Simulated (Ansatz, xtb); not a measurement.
**Relative energy of two isomers of C3H12Si2**

Structure I is `CCC([SiH3])[SiH3]`, a singlet and structure II is `CC(C)([SiH3])[SiH3]`, a singlet. Both are isolated molecules in the gas phase, relaxed with B3LYP/def2-SVP, each in the lowest conformer that the search found.

Energies in hartree; the thermal terms are from GFN2-xTB frequencies at re-optimised GFN2-xTB minima (ideal gas, soft modes damped towards free rotors, one conformer each, 298.15 K, 1 atm) and include the zero-point energy:

|  | I | II |
| --- | --- | --- |
| E, CCSD(T)/def2-SVP | −698.935798 | −698.934267 |
| E, MP2/def2-SVP | −698.829966 | −698.829048 |
| E, MP2/def2-TZVPP | −699.309776 | −699.309165 |
| zero-point energy | 0.130519 | 0.130125 |
| H(298 K) − E | 0.140685 | 0.140351 |
| G(298 K) − E | 0.097178 | 0.098272 |

Task: Correct the CCSD(T) difference for the basis set by the MP2 change, then work out ΔE, ΔE₀, ΔH and ΔG for I → II in kJ/mol (1 Eh = 2625.50 kJ/mol) and the equilibrium ratio [II]/[I].

Result: 1. Differences II − I: CCSD(T) +0.001531, MP2 in the small set +0.000918, MP2 in the large set +0.000611 Eh.
2. ΔE = +0.001531 + (+0.000611 − (+0.000918)) = +0.001224 Eh = +3.21 kJ/mol.
3. ΔE₀ = ΔE + ΔZPE = +0.001224 + (−0.000394) Eh = +2.18 kJ/mol.
4. ΔH = ΔE + (−0.000334) Eh = +2.34 kJ/mol.
5. ΔG = ΔE + (+0.001094) Eh = +6.09 kJ/mol, so ΔS = (ΔH − ΔG)/T = −12.6 J/(mol K).
6. kT = 0.9442 mEh, so K = [II]/[I] = exp(−ΔG/kT) = exp(−2.46) ≈ 0.086.

The sums favour I, but ΔE leans on the basis-set step (CCSD(T) alone has the other sign or is under 1 kcal/mol), so the order isn't settled. An error of 4 kJ/mol in ΔG would change K by a factor of 5. Mirror images and further conformers aren't counted.

As drawn, both hold the same kinds of bond in the same numbers. Structure I has 1 methyl group, II 2.

Other levels gave ΔE = +2.7 (GFN2-xTB); +9.7 (HF/STO-3G, GFN2-xTB geometries); +5.5 (r2SCAN-D4/def2-SVP, GFN2-xTB geometries); +10.0 (B3LYP/def2-SVP); +12.4 (HF/def2-SVP); +2.4 (MP2/def2-SVP); +4.0 (CCSD(T)/def2-SVP) kJ/mol. The correlated steps freeze 13 core orbitals. Programs: Ansatz 0.2.0, xtb 6.7.1.

Every electronic-structure level listed places the ethyl-bearing isomer I lower, but the preference is small once correlation is included. This runs against the alkane pattern, in which the neopentane skeleton lies below that of isopentane. The reversal probably reflects the polarity of the C–Si bond: electropositive silicon leaves negative charge on the carbon it binds, and such a carbon tolerates hydrogen better than a further alkyl group. Crowding around the quaternary centre of II may add to this.

Correlation works the other way, reducing the gap from +12.4 kJ/mol with HF to +4.0 with CCSD(T) in the same basis. II packs more 1,3-contacts between heavy atoms around one carbon, and the medium-range attraction between these groups is absent from HF; B3LYP without a dispersion term probably recovers too little of it.

More than half of the calculated ΔG comes from entropy, consistent with a more compact, less flexible skeleton in II. The free-energy preference is therefore not a direct measure of bonding strength.
